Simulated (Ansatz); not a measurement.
CdS: pressure against volume scale

Results calculated with Ansatz 0.2.0, not measured. Free energy against uniform scaling of the volume at fixed shape and fractions; periodic cell, basis, potentials, k mesh and filling as listed.

The cell before it is scaled or strained (space group P6_3mc, No. 186):
```
cell vectors (Å)
   4.1500     0.0000     0.0000
  -2.0750     3.5940     0.0000
   0.0000     0.0000     6.7370
atoms (fractions of the cell vectors)
Cd  0.33333  0.66667  0.00000
Cd  0.66667  0.33333  0.50000
S   0.33333  0.66667  0.37500
S   0.66667  0.33333  0.87500
```

Settings of every row: functional PBE; dispersion none; potentials PAW; wave cutoff 550 eV; density cutoff 2200 eV; k mesh 6x6x4; k shift 0x0x0; occupations fermi dirac; smearing width 0.1 eV; spin none.

| row | volume scale | V (Å³/atom) | pressure (GPa) | energy above lowest point (meV/atom) |
| --- | --- | --- | --- | --- |
| 1 | 0.94 | 23.614 | 6.51 | 44.9 |
| 2 | 0.96 | 24.116 | 4.87 | 27.2 |
| 3 | 0.98 | 24.618 | 3.4 | 14.2 |
| 4 | 1 | 25.121 | 2.07 | 5.7 |
| 5 | 1.02 | 25.623 | 0.89 | 1.1 |
| 6 | 1.04 | 26.126 | ? | ? |
| 7 | 1.06 | 26.628 | -1.13 | 2.1 |

Question: what pressure should row 6 give?

Worked fit of pressure. Take u = (V_r/V)^(2/3) − 1 with V_r = 24.869 Å³ an atom, which is twice the finite (Eulerian) strain; such expansions in the strain, on which the Birch-Murnaghan equation of state is built, carry the rest volume and the bulk modulus. The shown rows have u = 0.03512, 0.02071, 0.00679, -0.0067, -0.01972, -0.04454. Least squares give pressure = 2.72 + 98.39 × u + 269.4 × u² GPa; a straight line predicts inner rows, each left out in turn, worse (root mean square 0.17 against 0.0053 GPa). The rows lie off it by 0.00, 0.00, 0.00, 0.00, 0.01, 0.00. The pressure vanishes at u = -0.0301, or V = 26.04 Å³ an atom, and there the bulk modulus at fixed shape and fractions is B = −V dP/dV = (2/3)(1 + u) dP/du = 53.1 GPa. Letting shape and atoms relax would as a rule lower it, by much in layered, chain or molecular crystals. The withheld row has u = -0.03234, so the fit gives 2.72 + 98.39 × (-0.03234) + 269.4 × (-0.03234)² = -0.18 GPa.

The calculation gave -0.18 GPa. The fit meets it to the printed digit.

The other values of row 6: energy above lowest point 0 meV/atom.
